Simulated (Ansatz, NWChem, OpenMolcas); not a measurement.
# Computed against measured: dipole moment

6 molecules holding an element from Na to Cl; the dipole moment in D, computed less measured. Shapes, held fixed at every level: PBE0-D4/def2-TZVP. No vibrational averaging. Dipoles are compared by magnitude; molecules under 1 D, whose direction can flip, are left out. Programs: Ansatz 0.2.0, NWChem 7.3.0, OpenMolcas 26.06. A level may come from different programs for different species; with the same settings they agree closely. Measured values: NIST CCCBDB.

Levels: A = r2SCAN-D4/def2-TZVPP; B = B3LYP/6-31G* (Cartesian functions); C = B3LYP-D4/def2-TZVPP.

| molecule | measured | A | B | C |
| --- | --- | --- | --- | --- |
| PF3 (SMILES FP(F)F) | 1.03 | -0.18 | -0.05 | +0.02 |
| CH2ClF (chlorofluoromethane) | 1.82 | -0.05 | +0.03 | -0.04 |
| SiH2Cl2 (dichlorosilane (DCS)) | 1.13 | -0.02 | +0.43 | +0.01 |
| SCl2O2 (sulfuryl chloride) | 1.81 | -0.13 | -0.33 | +0.05 |
| C2H4Cl2 (1,1-dichloroethane) | 2.06 | +0.03 | +0.12 | -0.04 |
| C2H5Cl (SMILES CCCl) | 2.05 | +0.05 | +0.11 | -0.01 |

Task: Sum up the errors.

Result: 
```
                             level           kind  mean error  mean absolute error  worst case
              r2SCAN-D4/def2-TZVPP       meta-GGA      -0.050                0.077         PF3
B3LYP/6-31G* (Cartesian functions)  global hybrid      +0.052                0.178     SiH2Cl2
               B3LYP-D4/def2-TZVPP  global hybrid      -0.002                0.028      SCl2O2
```

On this set B3LYP-D4/def2-TZVPP has the smallest mean absolute error and B3LYP/6-31G* (Cartesian functions) the largest. r2SCAN-D4/def2-TZVPP is too low in 4 of 6; B3LYP/6-31G* (Cartesian functions) is too high in 4 of 6. The levels differ in basis as well as in method. The set is small.

The largest errors come from the basis rather than the functional. The two B3LYP levels share their geometries, and a D4 term added to the energy leaves the density unchanged, so the gap between them reflects the basis. It is widest for dichlorosilane (+0.43 against +0.01 D) and sulfuryl chloride (-0.33 against +0.05 D), and much smaller for the chloroalkanes. A molecular dipole is a vector sum of bond and lone-pair contributions, and the smaller basis probably describes the polarisation around silicon and sulfur too stiffly, upsetting that balance in a direction that depends on the molecule. Its modest mean error of +0.052 D therefore owes much to cancellation between these two cases, and no constant shift would repair it.

In the common triple-zeta basis, r2SCAN falls clearly below B3LYP for PF3 and sulfuryl chloride but slightly above it for 1,1-dichloroethane and chloroethane. The functional thus redistributes charge differently from one bonding situation to another, and the data do not support a general claim that r2SCAN makes bonds less polar.
